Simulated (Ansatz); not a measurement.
Clean, relaxed (100) surface of LaGa$_{2}$, space group P6/mmm (No. 191) (top face towards +c; held atoms: 1, 2, 3):

```
CELL_PARAMETERS angstrom
4.27319 0.00000 0.00000
0.00000 4.38005 0.00000
0.00000 0.00000 23.16782
ATOMIC_POSITIONS crystal
Ga 0.00000 0.50000 0.36689
La 0.50000 0.00000 0.42013
Ga 0.00000 0.50000 0.47338
Ga 0.50000 0.50000 0.52814
La 0.00000 0.00000 0.58248
Ga 0.50000 0.50000 0.63592
```

Method: Ansatz 0.2.0, DFT PBEsol, scalar-relativistic, plane waves, PAW. Settings: cutoff 420 eV, Γ-centred mesh 7×7×1 on the computed 6-atom cell, Gaussian smearing of 0.10 eV; no spin polarisation. A dipole correction removes the field between periodic images along c.

OH is adsorbed on the top face, one adsorbate per 18.7 Å², and relaxed from 3 starting sites (fractions of a and b). The adsorption energy is E(slab + adsorbate) − E(slab) − E(free adsorbate, spin-polarised where open-shell). Heights count from the highest slab atom after relaxation. Δφ is the top face's. Δp counts per cell along +c. Bonded neighbours lie within 1.25 times the sum of covalent radii. With the adsorbate the cell is lengthened along c to keep the vacuum.

```json
{"start": "top (Ga) at (0.50, 0.50)", "ends at": "(0.94, 0.57), 3 bonded neighbours", "E_ads (eV)": "-4.46", "height (Å)": "0.35", "shortest contact": "O–Ga 2.04 Å", "Δφ (eV)": "-1.46", "Δp (e·Å)": "+0.159", "whole?": "yes"}
{"start": "bridge (Ga-Ga) at (0.00, 0.50)", "ends at": "(0.00, 0.50), 4 bonded neighbours", "E_ads (eV)": "-4.39", "height (Å)": "0.39", "shortest contact": "O–Ga 2.17 Å", "Δφ (eV)": "-1.50", "Δp (e·Å)": "+0.163", "whole?": "yes"}
{"start": "hollow (over La) at (0.00, 0.00)", "ends at": "(0.06, 0.57), 3 bonded neighbours", "E_ads (eV)": "-4.46", "height (Å)": "0.36", "shortest contact": "O–Ga 2.05 Å", "Δφ (eV)": "-1.47", "Δp (e·Å)": "+0.160", "whole?": "yes"}
```

The lowest ends lie within 0.01 eV of each other.

Each end is the local minimum or symmetric point that its start leads to. On a slab this thin, differences under about 0.1 eV aren't settled.

Spin-orbit coupling is left out, which matters for the bands of heavy elements. Spin polarisation was left out, and a magnetic state may lie lower. The AlB2 structure is a prototype's; whether LaGa2 takes it wasn't checked.

For the lowest end the change of work function follows from the dipole (Helmholtz): Δφ = −(e/ε0)·Δp/A = −180.95 V·Å × (+0.160 e·Å) / 18.7 Å² = -1.55 eV, against -1.47 eV computed; strictly the dipole sets the difference between the two faces. The added dipole points out of the slab (positive end outward), which lowers the work function.

OH binds strongly and stays intact from all three starts, with O almost level with the outermost Ga atoms. The two lowest ends are, within the rounding, mirror images across the Ga-Ga bridge, so they represent one off-centre site rather than two competing ones. The symmetric bridge lies so close in energy that the results suggest a soft lateral potential, not a firm preference for asymmetric bonding.

The strong binding fits an open-shell, electronegative OH filling its hole with electrons from an electropositive metal surface, giving it hydroxide character. The low position probably lets O interact with subsurface La as well as Ga. Electron transfer to an adsorbate would by itself raise the work function, yet it falls at every end. Probably the deeply seated O keeps the charge-transfer dipole small, while the O–H bond's own dipole, with H pointing outward, outweighs it. Because the adsorption energies refer to free OH radicals, they don't establish that the hydroxylated surface is stable against splitting into adsorbed O and H.
